**Student.** For W in Cr the T-matrix is exact for one impurity, so I don't see what there is to choose.

**Lecturer.** It is exact once you have the host Green function, and that is what costs. Take a pure mass defect in a cubic Bravais lattice, $\epsilon=(M-M')/M$, with dynamical matrix $D$. Then $(\omega^2-D)u=\epsilon\omega^2u_0\,\delta_{l0}$, and repeated scattering on the site sums to

$$T=\frac{\epsilon\omega^2}{1-\epsilon\omega^2 g},\qquad g=\int\frac{\nu(\omega')\,d\omega'}{(\omega+i0)^2-\omega'^2},\qquad \mathrm{Im}\,g=-\frac{\pi\nu}{2\omega},$$

with $\int\nu\,d\omega=1$. To first order in the concentration $c$ the self-energy is $cT$, and the energy decay rate is

$$\frac1\tau=-\frac{c\,\mathrm{Im}\,T}{\omega}=c\,\frac{\pi}{2}\,\frac{\epsilon^2\omega^2\nu}{|1-\epsilon\omega^2g|^2}.$$

At low frequency the denominator tends to 1 and $\nu\propto\omega^2$ gives the $\omega^4$ law. Freeze $\mathrm{Re}\,g$ at $-\langle\omega^{-2}\rangle$ and the real part of the denominator vanishes at $\omega_r^2=1/(|\epsilon|\langle\omega^{-2}\rangle)$. For $\nu=3\omega^2/\omega_D^3$ this is $\omega_r=\omega_D/\sqrt{3|\epsilon|}$. Near it $1-\epsilon\omega^2g\approx-2(\omega-\omega_r)/\omega_r-i\pi\omega_r/2\omega_D$, a full width of $\pi\omega_r^2/2\omega_D$.

**Student.** Then I use that formula and pay nothing.

**Lecturer.** Test it on the Debye model, which is solvable. With $x=\omega/\omega_D$, $G=\omega_D^2g$, $u=1/(|\epsilon|x^2)$ and $w=u+G$,

$$G=3\int_0^1\frac{y^2dy}{(x+i0)^2-y^2}=-3+3x\,\mathrm{artanh}\,x-\frac{3\pi i}{2}x,\qquad R\equiv\frac{1}{c\,\omega_D\tau}=\frac{-\mathrm{Im}\,G}{x|w|^2}.$$

The typical atomic masses 52.00 u and 183.84 u give $\epsilon=-2.535$. The formula puts $x_r=0.363$ with width 0.207. The exact $\mathrm{Re}\,w$ vanishes at 0.397, and $R$ peaks at 0.355 with width 0.22. At $x=0.355$ we have $u=3.1297$, $G=-2.6047-1.6729i$ and $R=1.5329$. That is our target. The lowest Born term gives 0.48, and the Born series has ratio $|G|/u=0.989$, so it is useless here.

**Student.** I would simply rank methods by $\delta R/R$.

**Lecturer.** That rewards luck. To first order $\delta R/R=-\mathrm{Im}(\delta G/w^2)/\mathrm{Im}(1/w)$, and the phase of $w^2$ turns as you cross the resonance. Rank by the bound $\Delta=|\delta G|/|\mathrm{Im}\,G|$. The frozen form drops $3x\,\mathrm{artanh}\,x\approx3x^2$, so $\Delta\approx2x/\pi$, a floor that no effort lowers.

**Student.** Everyone sums over a $q$ mesh with a broadening.

**Lecturer.** Call it method B, with $z=x+i\eta$. In the model use $N$ shells $y_j=(j+\tfrac12)/N$. Partial fractions give, with the digamma function $\psi$,

$$G_N=\frac1N\sum_{j=0}^{N-1}\frac{3y_j^2}{z^2-y_j^2}=-3+\frac{3z}{2}\Big[\psi(N+\tfrac12+Nz)-\psi(N+\tfrac12-Nz)-\pi\tan\pi Nz\Big].$$

The $\psi$ terms give $2\,\mathrm{artanh}\,z+O(N^{-2})$, and $-\pi\tan\pi Nz=-i\pi+2\pi i\,p/(1+p)$ with $p=e^{2\pi iNz}$. So $\delta G\approx i\eta G'+3\pi izp$, a bias plus a ripple:

$$\Delta_B\lesssim3.14\,\eta+2e^{-2\pi N\eta}.$$

The minimum lies at $\eta\approx\ln(4N)/2\pi N$, where $\Delta_B\approx(\ln4N+1)/2N$. A cubic mesh of the same spacing holds $(4\pi/3)N^3$ points, so $\Delta_B$ falls as work$^{-1/3}$ up to a logarithm. Memory is $O(1)$ if you accumulate as you go. Method B′ forms $2G_N(\eta)-G_N(2\eta)$ from the same matrices. The linear bias cancels and leaves $\eta^2G''$, the ripple doubles, $\Delta_{B'}\lesssim4.70\,\eta^2+4e^{-2\pi N\eta}$, and the exponent becomes $-2/3$.

**Student.** And the alternative?

**Lecturer.** Method C, Lanczos recursion from one displacement of the impurity site:

$$G=\cfrac{1}{x^2-a_0-\cfrac{b_1^2}{x^2-a_1-\cdots-b_n^2\,t}}.$$

The weight $y^2dy$ on $[0,1]$ has orthogonal polynomials $P_{2k+1}(y)/y$ in $y^2$. The Legendre recurrence, with $\beta_l^2=l^2/(4l^2-1)$, gives $a_k=\beta_{2k+1}^2+\beta_{2k+2}^2$ and $b_k=\beta_{2k}\beta_{2k+1}$. They tend to $\tfrac12$ and $\tfrac14$, fixed by the band edges. A uniform tail sums to $t=8[x^2-\tfrac12-ix\sqrt{1-x^2}]$, so no broadening is needed.

**Student.** The tail is not uniform, though.

**Lecturer.** It departs by $\delta a_k\approx2\delta b_k\approx1/32k^2$. Along the chain $G_{0k}\propto e^{-ik\phi}$ with $\cos\phi=2x^2-1$, and flux conservation gives $|G_{0k}|^2=4|\mathrm{Im}\,G|/\sin\phi$. The neglected first-order change is $\sum_{k\ge n}(\delta a_kG_{0k}^2+2\delta b_{k+1}G_{0k}G_{0,k+1})$. The two terms combine to $|1+e^{-i\phi}|=2x$, the oscillating sum contributes $1/(2\sin\phi)$, and the next order shifts $n$ by $\tfrac12$. With $\sin\phi=2x\sqrt{1-x^2}$,

$$\Delta_C\approx\frac{1}{32x(1-x^2)(n+\frac12)^2}=\frac{0.101}{(n+\frac12)^2}.$$

For the cost take bcc with an assumed range of first and second neighbours, 15 blocks of $3\times3$ per site. The sites within $k$ hops fill a rhombic dodecahedron, $S(k)=(k+1)^4-k^4$. Applying $D$ to vectors $k=0,\dots,n-1$ visits $n^4$ sites, and two stored vectors hold $6S(n)$ numbers. So $\Delta_C$ falls as work$^{-1/2}$. Building $D(q)$ sums the same 15 blocks, so one site visit and one $q$ point are one unit. I leave out the $3\times3$ inversions, which favours the mesh. Deviations come from the Debye model and costs from the lattice.

| Method | Setting | Work | Memory (numbers) | $\Delta$ (%) | $\delta R/R$ (%) |
|---|---|---|---|---|---|
| frozen | none | closed form | $O(1)$ | 24 | 9.2 |
| B | $N=20$, $\eta=0.035$ | $3.4\times10^4$ | $O(1)$ | 10.4 | $-0.02$ |
| B | $N=100$, $\eta=0.0095$ | $4.2\times10^6$ | $O(1)$ | 2.8 | $-0.93$ |
| B′ | $N=20$, $\eta=0.05$ | $3.4\times10^4$ | $O(1)$ | 0.9 | 0.2 |
| B′ | $N=60$, $\eta=0.023$ | $9.0\times10^5$ | $O(1)$ | 0.18 | $-0.12$ |
| C | $n=1$ | 1 | 90 | 4.6 | $-4.4$ |
| C | $n=2$ | 16 | 390 | 1.6 | $-0.05$ |
| C | $n=3$ | 81 | 1050 | 0.82 | 0.81 |
| C | $n=6$ | 1296 | 6630 | 0.24 | $-0.13$ |

**Student.** B at $N=20$ is off by $-0.02$ per cent. That is the best entry in the last column.

**Lecturer.** With a $G$ that is off by 10.4 per cent of its imaginary part. The real and imaginary deviations happen to cancel in $R$ at this frequency, as they do for $n=2$. Even the 0.9 of B′ has a kind ripple phase, since its bound is 1.9. By $\Delta$ the cheapest choice is $n=1$ for 5 per cent, $n=3$ for 1 per cent, and $n=6$ for 0.3 per cent, where the law gives 0.33 for $n=5$. Inside 100 units the best is $n=3$. The work of the $N=20$ mesh buys $n=13$, at 28561 units and 0.055 per cent by the law. The mesh wins when memory binds. With 100 working numbers beyond the force constants, C stops at 4.6 per cent, while B′ improves for as long as you pay in work.

**Student.** You charged the mesh for a cube and graded it on shells. That is unfair.

**Lecturer.** Partly. A periodic cubic mesh adds to $G$ the propagators to supercell images at distance $L=2\pi N$ in units of $1/q_D$, each about $-(3\pi/2)e^{izL}/L$. Six nearest images replace the prefactor 2 by $6/(2\pi Nx)$. The logarithm disappears and the optimum is $\Delta_B\approx1.34/N$, an optimistic value because farther images are ignored. One per cent still takes $N=134$, or $1.0\times10^7$ points. For B′ the bound at $N=20$, $\eta=0.035$ becomes 0.9 per cent, so that row keeps its place for 1 per cent.

**Student.** Chromium is a metal with long-range force constants, and my mesh has symmetry.

**Lecturer.** Symmetry saves up to 48 on the mesh and up to 16 on the cluster, because the starting vector points along an axis. Assume hops three times longer. Blocks per visit grow alike in both methods, but the cluster grows 27-fold. For 1 per cent that is 137 units against 698, still a ratio of 5.1 for C. What the model cannot show is the effect of van Hove kinks inside the band. They add slower oscillating terms to $a_k$ and $b_k$, so on a real spectrum watch the coefficients settle before trusting $n=3$. The model also flatters B′, since $\mathrm{Im}\,G$ is linear in $x$ and adds nothing to $G''$.

**Student.** So should I go to $n=13$ because it is cheap?

**Lecturer.** Only to test a code. Removing repeated counting of one site turns $cT$ into $cT/(1+cTg)$, and here $|Tg|=|G|/|w|=1.8$. At an assumed $c=0.01$ the neglected term is 1.8 per cent, above $\Delta_C$ already at $n=2$, so $n=3$ is enough. With a typical low-temperature Debye temperature of 630 K, $\hbar\omega_D=54$ meV, and the model's peak lies at 19 meV with $\hbar/\tau=0.83$ meV, force-constant changes around W being left out. That cutoff overshoots the typical top of the Cr spectrum, about 40 meV, by roughly a third, so use the model only in the lower part of the band, and quote its rate to two figures.